## Squeezing and swelling cubic HfO₂: an estimate by hand

A solid at rest in its energy minimum looks like a spring. The naive expectation is therefore that squeezing and swelling cost the same, and that twice the change costs four times the energy. A glance at the two ends of the table suggests something else again: the largest volume has the highest energy, as if swelling were the harder of the two.

Cubic HfO₂ (Fm-3m) at uniformly scaled volumes, computed with FLEUR MaX-R8.1 (later development tree): all-electron FLAPW DFT with the PBE functional, without spin polarisation or spin–orbit coupling. The runs used a 9×9×9 k mesh, kmax = 4.86 bohr⁻¹ and Fermi–Dirac smearing of 0.05 eV; energies are counted from the minimum of the fitted curve.

| volume (Å³/atom) | energy (meV/atom) |
| --- | --- |
| 10.48 | 23.07 |
| 10.71 | 7.92 |
| 10.93 | 0.85 |
| 11.15 | 0.80 |
| 11.38 | 7.72 |
| 11.60 | 20.33 |
| 11.82 | 38.18 |

Here "volume" is the volume per atom, and "energy" is the energy per atom above the minimum of a curve fitted through the seven points. That minimum lies at V₀ = 11.03 Å³/atom, so the rows reach 5 % below it but 7 % above it. The ends are unequal because the window is lopsided.

A fair comparison takes rows at nearly the same distance from the minimum. Row 10.48 is compressed by 5.0 % and costs 23.07 meV/atom. Row 11.60 is expanded by 5.1 % and costs 20.33 meV/atom. Compression is the dearer direction, and a good rule of thumb has to contain this.

### From stiffness to energy

Two properties of the crystal fix the shape of the curve near its minimum. The bulk modulus B is the resistance to uniform compression, B = −V dP/dV, where P = −dE/dV is the pressure. Its slope B′ = dB/dP tells how fast the crystal stiffens under pressure. The fit gives B = 246 GPa and B′ = 4.2.

These definitions turn directly into derivatives of the energy. Since B = V d²E/dV², the curvature at the minimum is B/V₀. Differentiating once more, and using B′, gives the third derivative, −(B′ + 1)B/V₀². With x = (V − V₀)/V₀, the energy up to third order is

E ≈ ½ B V₀ x² [1 − (B′ + 1) x/3].

The factor in front is the spring, and the bracket is the difference between squeezing and swelling. As 1 eV/Å³ is about 160 GPa, ½ B V₀ = 246 × 11.03/(2 × 160) ≈ 8.5 eV/atom. For a volume change p in per cent this becomes 0.85 meV/atom times p². Rounding B′ to 4 makes the bracket 1 − p/60, and the rule reads

**E ≈ 0.85 p² (1 − p/60) meV/atom**, with p negative for compression.

### Two rows worked

Row 10.48, compressed:

- p = 100 × (10.48 − 11.034)/11.034 = −5.02
- 0.85 p² = 21.4
- bracket = 1 + 5.02/60 = 1.084
- E ≈ 21.4 × 1.084 = 23.2 meV/atom; the table has 23.07

Row 11.60, expanded:

- p = +5.13
- 0.85 p² = 22.35
- bracket = 1 − 5.13/60 = 0.9145
- E ≈ 22.35 × 0.9145 = 20.4 meV/atom; the table has 20.33

The squares differ little; it is the bracket that puts the compressed crystal above the expanded one. Both rows belonged to the fit that supplied V₀ and B. Their agreement shows that the short formula keeps what matters of the fitted curve, which is less than a prediction.

### Why the bracket is there

Two limiting cases show what B′ means. If the energy were an exact parabola in volume, the bracket would be 1, which requires B′ = −1: such a crystal would become softer when squeezed. If instead each Hf–O bond were an ideal spring, with an energy quadratic in its length, geometry alone would give B′ = 1. The computed crystal, at 4.2, stiffens much faster than either.

The table bears this out. With the same V₀ and B, the parabola is 8 % too low at the compressed end and 13 % too high at the expanded end. Ideal bond springs reduce these errors to 5 % and 8 %. Geometry thus accounts for roughly four tenths of the lopsidedness, and the rest must come from forces between the atoms, near or distant, that do not act like ideal springs.

Theory supplies the reason. A single pair of oppositely charged ions is the simplest system that behaves in this way. Its attraction varies slowly with distance, while the repulsion between the closed electron shells rises steeply once they overlap. Pushing the ions together brings in more of the steep part, so the pair stiffens; pulling them apart lets the repulsion fade, and the pair softens.

The analogy explains the direction of the effect, not its size. In the crystal each Hf has eight O neighbours, distant ions contribute as well, and the bonds are partly covalent. The energies in the table show the stiffening but don't separate attraction from repulsion.

For a neighbouring solid the same reasoning shows what to change. The factor 0.85 is proportional to B times the volume per atom, so both have to be replaced by the values of the new material. The 60 is 300/(B′ + 1) and depends on B′ alone. Since B′ is roughly 4 to 5 in many ordinary solids, the 60 is a sensible first guess where the slope is unknown.

### How good the rule is

For the five rows about 3 % or more from the minimum, the rule is within 0.5 % of the computed energy if the volumes are used unrounded. Part of this is luck: both roundings raise the estimate on the expanded side and so offset the term that the series leaves out. With the unrounded constants, 0.8465 and 57.52, the largest volume gives 37.73 against 38.18, a miss of 1.2 %, so about 1 % is the fairer claim for the formula. With the volumes as printed, the error grows to as much as 3 %. The cause is the square: near the minimum, a small slip in the volume is a sizeable part of the volume change. The same holds for V₀, which is why the worked rows use 11.034 rather than 11.03. A reader who wants a better estimate should therefore first get both volumes more precisely. V₀ must also come from the same source as the energies to be estimated: this one belongs to PBE, which usually gives volumes somewhat larger than the measured ones.

The two rows next to the minimum are a different matter. There the rule misses by 8 % and 19 % of the computed energy, even with unrounded volumes. In absolute terms the larger miss is only 0.15 meV/atom, while the root-mean-square deviation of the points from the fitted curve is 0.07 meV/atom. That scatter is uneven: row 11.15 alone lies below the rule, and the other six lie slightly above it. Within 1 % of the minimum, the useful statement is that the energy is below about 1 meV/atom; every formula in the output puts row 10.93 below row 11.15, so the reversed order in the table is probably a numerical slip in row 11.15 rather than physics.

A stricter trial uses less of the table. Rows 10.71 and 11.38 alone were used to determine V₀ and B, with the Birch–Murnaghan equation, a standard energy–volume curve, and B′ set to 4. The curve then predicts the three outer rows to about 1 % of their energies, and its bulk modulus is 247 GPa. The zero of energy still came from the fit to the seven rows, and the result leans on it. The pair is also a favourable one, about 3 % on either side of the minimum; a row next to the minimum, whose energy is not far above the scatter, is expected to do much worse. The printed output below lists the estimates row by row.

### Where to stop

The bracket is the start of a series, and the next term grows with the square of the volume change. An extreme case makes the danger plain: at 60 % expansion the bracket is zero, and the rule would have the crystal swell that far at no cost. Long before that, the rule falls below the full Birch–Murnaghan curve. The shortfall is 1 to 2 % of the energy at 10 % volume change, and 8 to 9 % at 20 %. These figures compare two formulas, because the computed energies end at 5 % compression and 7 % expansion.

The second limit concerns the kind of deformation. The rule holds for a crystal scaled equally in the three directions. A film stretched by its substrate changes shape as well as volume, and the energy of the shape change needs further elastic constants.

The third limit is the material itself. Cubic HfO₂ is a high-temperature phase; at low temperature the oxygen atoms shift and the crystal takes a less symmetric form. The calculation holds the cubic arrangement fixed and leaves out the motion of the atoms. For the monoclinic oxide at room temperature the form of the rule is expected to carry over only if cell shape and atom positions are relaxed at each volume and V₀, B and B′ are those of that phase; B′ near 4 should not be assumed there.

Numerical output:

```
half B times V0, meV/atom per (percent of volume) squared: 0.8465
same for bond length, meV/atom per (percent of bond length) squared: 7.619
divisor in the bracket from the fitted slope of the modulus (rule takes 60), percent: 57.52
row 10.48 by hand, volume change from printed volume, percent: -5.022
row 10.48 by hand, 0.85 p squared, meV/atom: 21.44
row 10.48 by hand, bracket: 1.084
row 11.60 by hand, volume change from printed volume, percent: 5.128
row 11.60 by hand, 0.85 p squared, meV/atom: 22.35
row 11.60 by hand, bracket: 0.9145
estimates in meV/atom:
    row  change in percent  parabola  bond spring  rule with unrounded volumes  rule with printed volumes  from two inner rows
  10.48             -4.995     21.12        21.85                        22.98                      23.23                23.14
  10.71             -2.974     7.487        7.639                         7.89                      7.694                 7.92
  10.93            -0.9526    0.7682       0.7731                       0.7836                     0.7691               0.7862
  11.15              1.069     0.967       0.9601                       0.9536                     0.9207               0.9534
  11.38               3.09     8.084        7.921                        7.699                      7.915                 7.72
   11.6              5.112     22.12        21.39                        20.32                      20.44                20.45
  11.82              7.133     43.07        41.12                        38.11                         38                38.58
misses in percent of the computed energy:
    row  parabola  bond spring  rule with unrounded volumes  rule with printed volumes  from two inner rows
  10.48    -8.438       -5.274                      -0.4072                     0.7031               0.2833
  10.71    -5.467       -3.552                      -0.3743                      -2.85           -5.995e-13
  10.93    -9.629       -9.051                       -7.817                     -9.523               -7.504
  11.15     20.87        20.02                        19.21                      15.09                19.17
  11.38     4.713        2.603                      -0.2718                      2.523            5.551e-13
   11.6     8.796         5.22                     -0.06377                     0.5588               0.6072
  11.82     12.81        7.706                      -0.1943                    -0.4779                1.058
largest miss of rule with unrounded volumes, meV/atom: 0.1536
largest miss of rule with printed volumes, meV/atom: 0.2258
equilibrium volume from two inner rows, cubic angstrom per atom: 11.03
bulk modulus from two inner rows, GPa: 247.1
rule against full Birch-Murnaghan form at -10 percent, percent: -2.435
rule against full Birch-Murnaghan form at +10 percent, percent: -1.222
rule against full Birch-Murnaghan form at -20 percent, percent: -9.06
rule against full Birch-Murnaghan form at +20 percent, percent: -8.015
```
